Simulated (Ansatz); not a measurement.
# Abstraction of H: SnH3(CN) + CH2FO → SnH2(CN) + CH3FO

Gas-phase species: SnH3(CN), singlet; CH2FO `[O]CF`, doublet; SnH2(CN), doublet; CH3FO `OCF`, singlet. A radical takes H: the energy is the difference in strength between the Sn–H bond broken and the O–H bond made.

Shapes, held fixed at every level: PBE0-D4/def2-TZVP. Flexible molecules stand in one conformer, not always the lowest. Programs: Ansatz 0.2.0. The zero-point and thermal change to 298 K, harmonic and unscaled (PBE0-D4/def2-TZVP), is +18.5 kJ/mol.

```tsv
level	kind	ΔH(298 K) (kJ/mol)	less CCSD(T)/def2-TZVPP
HF/def2-SVP	Hartree–Fock	-62.7	+47.8
B3LYP-D4/def2-TZVPP	global hybrid	-101.0	+9.5
BHLYP-D4/def2-TZVPP	global hybrid	-94.1	+16.4
r2SCAN0-D4/def2-TZVPP	global hybrid	-98.9	+11.6
CCSD/def2-SVP	coupled cluster or CI	-104.2	+6.3
CCSD/def2-TZVPP	coupled cluster or CI	-107.6	+2.9
CCSD(T)/def2-TZVPP	coupled cluster or CI	-110.5	0.0
```

The highest level, CCSD(T)/def2-TZVPP, gives ΔH(298 K) = -110.5 kJ/mol; the levels span -110.5 to -62.7. The column of differences is taken from that level and isn't an error. No measured value is set beside it here. Open shells run unrestricted. For atoms past krypton def2 sets carry core potentials with scalar relativity. Outer-core shells of Sn are correlated, in sets that cover them unevenly.

Hydrogen transfer from tin to oxygen is strongly exothermic at every level, so the O–H bond of fluoromethanol is clearly stronger than the Sn–H bond of the cyanostannane. The main reason is bond strength at the two ends: the compact oxygen orbital overlaps well with hydrogen 1s and the bond gains from strong polarity, whereas tin offers a diffuse 5s/5p hybrid and a weaker, less polar bond.

Hartree–Fock recovers much less of this preference. In the same small basis, CCSD moves the value from -62.7 to -104.2 kJ/mol, so the gap is chiefly one of electron correlation, not basis size. Pairing the alkoxy radical's electron in a compact region beside the oxygen lone pairs probably brings more correlation energy than is lost on breaking the diffuse Sn–H pair. Enlarging the basis and adding triples each deepen the exothermicity only modestly.

The driving force favours abstraction, but it doesn't establish a low barrier or show that abstraction outcompetes attack of the alkoxy radical at tin.
